A larger basis set gives the electrons more freedom, so the energy of a molecule drops and its bonds should look stronger with each improvement. On that view the atomization energy of AlCl₃ climbs steadily towards its final value from below. The calculation begins quite differently. The smallest set binds the molecule too strongly by almost 400 kJ/mol, and the next one binds it too weakly by about 250.

The orders of magnitude are easy to keep. Without d functions the binding is wrong by hundreds of kJ/mol, in either direction. With one or two sets of d functions on each atom the error is a few tens, and in the triple-zeta set it is a few.

Calculated with Ansatz 0.2.0 at the r2SCAN level (restricted Kohn–Sham for the molecule) for neutral, singlet AlCl₃. The geometry is fixed at the MP2(full)/6-31G\* structure, and no relativistic corrections are included.

| basis | functions | atomization energy less its quadruple-zeta value (kJ/mol) |
| --- | --- | --- |
| STO-3G | 36 | 397.4 |
| 6-31G | 52 | -251.8 |
| 6-31Gstar | 76 | -36.6 |
| cc-pV(D+d)Z | 92 | -30.1 |
| cc-pV(T+d)Z | 156 | -4.9 |
| cc-pV(Q+d)Z | 256 | 0.0 |

The atomization energy is the energy needed to pull the molecule apart into one aluminium and three chlorine atoms. A positive entry means stronger binding than in the quadruple-zeta set, a negative one weaker binding. The row 6-31Gstar is the set usually written 6-31G\*, which is 6-31G with d functions added. The zero is a choice of reference, so the entries measure the error of the basis and say nothing about how well the functional describes real AlCl₃. The structure is the same in every row.

## Three explanations

The first explanation is the naive one in a sharper form: binding is wrong because the molecule's energy is still too high, and the two errors shrink together. The second says that the number of functions decides, whatever their kind. The third says that the kind of function decides: d functions help the molecule far more than the free atoms, and this unequal help is what changes the binding.

To choose between them, the error must be split. The atomization energy is E(atoms) − E(molecule). If both energies are counted from their quadruple-zeta values, then

shift = error of the atoms − error of the molecule.

The total energies of the same calculations give the molecule's error directly, and adding the shift gives that of the separated atoms. This is arithmetic and contains no assumption about bonding.

## Does binding follow the molecule's energy?

The first explanation has a true premise, since the molecule's energy does fall at every step down the table. Its conclusion can be written as a formula: the shift equals a constant times the molecule's remaining energy error. A least-squares fit through zero to the 6-31G\*, double-zeta and triple-zeta rows gives −9.5 kJ/mol for each eV of error. Even among these three rows the worst miss is 10 kJ/mol, a third of the double-zeta value.

The real test is 6-31G, which was not part of the fit. Its molecular energy lies 7.07 eV above the quadruple-zeta value, so the formula predicts −9.5 × 7.07 ≈ −67 kJ/mol. The calculation gives −252. Nearly three quarters of the underbinding is left unexplained, and for STO-3G the formula fails even in sign.

A comparison of two rows shows the flaw without any fit. From 6-31G\* to the double-zeta set, the molecule's energy error is halved, from 4.4 to 2.1 eV. The binding changes by only 6.5 kJ/mol. Similar atomization energies are therefore no sign that two basis sets are equally good.

## Does the number of functions decide?

The second explanation fares no better. Going from 6-31G to 6-31G\* adds 24 functions, and each brings on average 9 kJ/mol of binding. Going on to the double-zeta set adds 16 more, and each brings about 0.4. A drop by a factor of about twenty between neighbouring steps is hard to blame on gradual saturation. The very first step, from STO-3G to 6-31G, also adds 16 functions, and there the binding falls steeply.

## What the free atoms share

That only an unequal gain can change the binding follows from the split itself and needs no test. Which functions bring such a gain is a question for the numbers, and the same two steps answer it in favour of the third explanation. When d functions are added to 6-31G, the molecule drops by 2.70 eV and the separated atoms by only 0.47 eV. The difference, 2.23 eV, is the gain in binding: 2.23 × 96.5 ≈ 215 kJ/mol. This one step removes 85 % of the underbinding of 6-31G.

The next step serves as a control. The change to the double-zeta set lowers the molecule by 2.27 eV, nearly as much as the d functions did. This time the atoms drop by 2.20 eV, and almost nothing is left for the bond. Two improvements of similar size for the molecule thus have very different effects on its binding, and what separates them is whether the atoms take part.

The control is not perfectly clean. The double-zeta set is not 6-31G\* with something added but a different construction, with other s and p functions and a further set of d functions. Small gains and losses in binding may offset each other inside the 6.5 kJ/mol. The step from 6-31G to 6-31G\*, by contrast, keeps all the old functions and only adds the d functions, so the main conclusion rests on it.

## Why the bond needs d functions

The numbers show that the d functions serve the molecule far more than the atoms. The reason is standard theory, and it can be seen by pushing an orbital slightly to one side. If an orbital f is moved by a small distance δ along x, it becomes approximately f − δ · ∂f/∂x. The correction has the shape of the derivative. For an s orbital that shape is a p function, which even a small basis contains.

For a p orbital the derivative contains d shapes. The clearest case is a chlorine lone pair at right angles to the Al–Cl bond. If it is to lean towards the electron-poor aluminium, the correction on its own atom is purely d-like. A basis with only s and p functions holds such a lone pair upright and leaves only the functions of the neighbouring atoms to make up for it. The bond is then described too stiffly and comes out too weak. Such a basis is also expected to prefer a longer Al–Cl bond, so a small part of the underbinding of 6-31G should come from holding it at a structure optimized with d functions.

A free atom has no neighbour to lean towards, so its s and p functions nearly suffice; only the open p shell, which makes aluminium and chlorine non-spherical, leaves d shapes a little to do. That is why the atoms gain so little from the d functions. Part of their 0.47 eV may not even come from true d shapes: the d functions of 6-31G\* come in groups of six, and one combination in each group is spherical and acts as an extra s function. How much it contributes has not been tested.

None of this means that aluminium or chlorine fills a 3d shell in AlCl₃. The d functions are mathematical help for bending occupied orbitals, and for this reason they are called polarization functions. The step adds them to all four atoms at once, so it does not tell whether those on chlorine or those on aluminium matter more. The lone pair is the easiest case to picture, not necessarily the largest. The d functions on aluminium shape the density in all three bonds and take up what leans over from chlorine, and they are expected to give at least as much.

The control step fits the same picture. Much of a total energy belongs to the inner shells, which hardly notice a bond. Better functions for them lower the atom and the molecule by nearly the same amount, and the gain cancels in the difference. That the inner shells account for most of the 2.2 eV shared in this step is likely, though the total energies alone do not prove it.

## The overbinding of STO-3G

STO-3G also lacks d functions, and yet it binds too strongly. The split shows how this comes about. The molecule lies 488 eV above its quadruple-zeta energy, an enormous error, and the separated atoms lie 4.1 eV higher still. The apparent extra bond strength is this small excess, less than 1 % of the error in either energy. The bond is not described better than in 6-31G; the atoms are described even worse than the molecule.

Theory offers a reason for the sign. STO-3G has nine functions on each atom, one for every orbital of the occupied shells, and their sizes are fixed. They were chosen with bonded atoms in mind, and a free atom cannot expand or contract its orbitals to suit itself. Aluminium is expected to suffer most, since its valence functions in this set are much tighter than the diffuse orbitals of the free atom. In the molecule, each atom can also use functions centred on its neighbours. Such borrowing, known as basis set superposition error, lowers the molecule but not the isolated atoms. How much of the 397 kJ/mol comes from this borrowing, and how much from the fixed sizes, is untested.

The split also accounts for the violent first step in the table. From STO-3G to 6-31G both energies fall by more than 480 eV, but the atoms fall by 6.7 eV more than the molecule. The false advantage of the molecule disappears, and the stiffness of a basis without d functions becomes visible. A set between these two could give nearly the right atomization energy by accident.

## The approach to the limit

Once d functions are present, the binding rises towards the reference at each step, and here the naive picture at last has the right direction. The atoms share between 84 and 97 % of each further lowering of the molecule. From the triple-zeta to the quadruple-zeta set the molecule still drops by 0.46 eV, about 44 kJ/mol, but the binding rises by only 4.9 kJ/mol. The binding settles long before the total energy does.

The quadruple-zeta value is itself not quite the end. If the steps went on shrinking by the same factor of about five, another 1 kJ/mol would follow. If the error fell instead as the inverse cube of the set's rank (3 for triple-zeta, 4 for quadruple-zeta), it would be nearly 4. The second law belongs to the correlation energy of wavefunction methods, and a Kohn–Sham energy is expected to converge faster, so it serves only as a cautious estimate. Neither law is tested here, and both point to a remainder of a few kJ/mol at most.

## Using the result

For a related molecule, the useful question about any added function is whether the free atoms want it too. If they gain as much as the molecule, the total energy improves and the binding hardly moves. If only the bond wants it, the binding rises, and if the atoms gain more, it falls. Chlorides such as BCl₃ or SiCl₄, in which polar bonds also join chlorine to an electron-poor centre, should for the same reasons be bound too weakly by a set like 6-31G, which is more flexible than STO-3G but still lacks d functions.

Spread over the three bonds, the error is 84 kJ/mol per bond in 6-31G and 12 in 6-31G\*. Part of the error may cancel when other bonds form in the same reaction, but one of the first size could still change which step looks feasible. Polarization functions therefore belong in even a quick estimate.
